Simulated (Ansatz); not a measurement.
## Ligand exchange: C2H9AlN2 + C3H9MgN → C2H10AlN3 + C3H8Mg

Gas-phase species: C2H9AlN2 `C[N](C)[AlH][NH2]`, singlet; C3H9MgN `C[CH](C)[Mg][NH2]`, singlet; C2H10AlN3 `C[N](C)[Al]([NH2])[NH2]`, singlet; C3H8Mg `C[CH](C)[MgH]`, singlet. The partners trade H for NH2: Al–H and Mg–NH2 bonds give way to Al–NH2 and Mg–H.

Shapes, held fixed at every level: PBE0-D4/def2-TZVP. Flexible molecules stand in one conformer, not always the lowest. Programs: Ansatz 0.2.0. Electronic energies: no zero-point or thermal term.

Q: Estimate ΔE of this reaction.

A: MP2/def2-TZVPP gives ΔE = -13.6 kJ/mol; the levels span -20.7 to -7.5. The median of the levels is -15.3. No measured value is set beside it here. Outer-core shells of Mg are correlated, in sets that cover them unevenly.

| level | kind | ΔE (kJ/mol) |
| --- | --- | --- |
| SPW92/def2-TZVPP | LDA | -19.3 |
| PBE-D4/def2-TZVPP | GGA | -16.2 |
| B3LYP-D4/def2-TZVPP | global hybrid | -20.4 |
| PBE0-D4/def2-TZVPP | global hybrid | -20.7 |
| B2PLYP/def2-TZVPP | double hybrid | -14.3 |
| MP2/def2-SVP | perturbation theory | -7.5 |
| CCSD(T)/def2-SVP | coupled cluster or CI | -9.6 |
| MP2/def2-TZVPP | perturbation theory | -13.6 |

Every level makes the exchange exothermic, so amide prefers aluminium and hydride magnesium in these monomers, though only modestly. Both metals bind nitrogen more strongly than hydrogen, and the reaction energy measures only the difference between those two preferences. The smaller, more highly charged Al(III) centre probably gains more from the hard amide ligand, through strongly polar Al–N bonding with some donation of the nitrogen lone pair into the formally empty aluminium 3p orbital. The two amides already on aluminium (dimethylamide and NH2) compete for that orbital, which may help keep the gain small.

The size of the basis matters more here than the step from MP2 to coupled cluster: MP2 moves from -7.5 to -13.6 kJ/mol with the larger set, while CCSD(T) in the small set lies only slightly below MP2. If the two shifts are roughly additive, the best estimate falls somewhat below the larger-basis MP2 value, but short of the global hybrids. The preference need not carry over to solution, where magnesium amides and hydrides readily aggregate through bridging ligands.
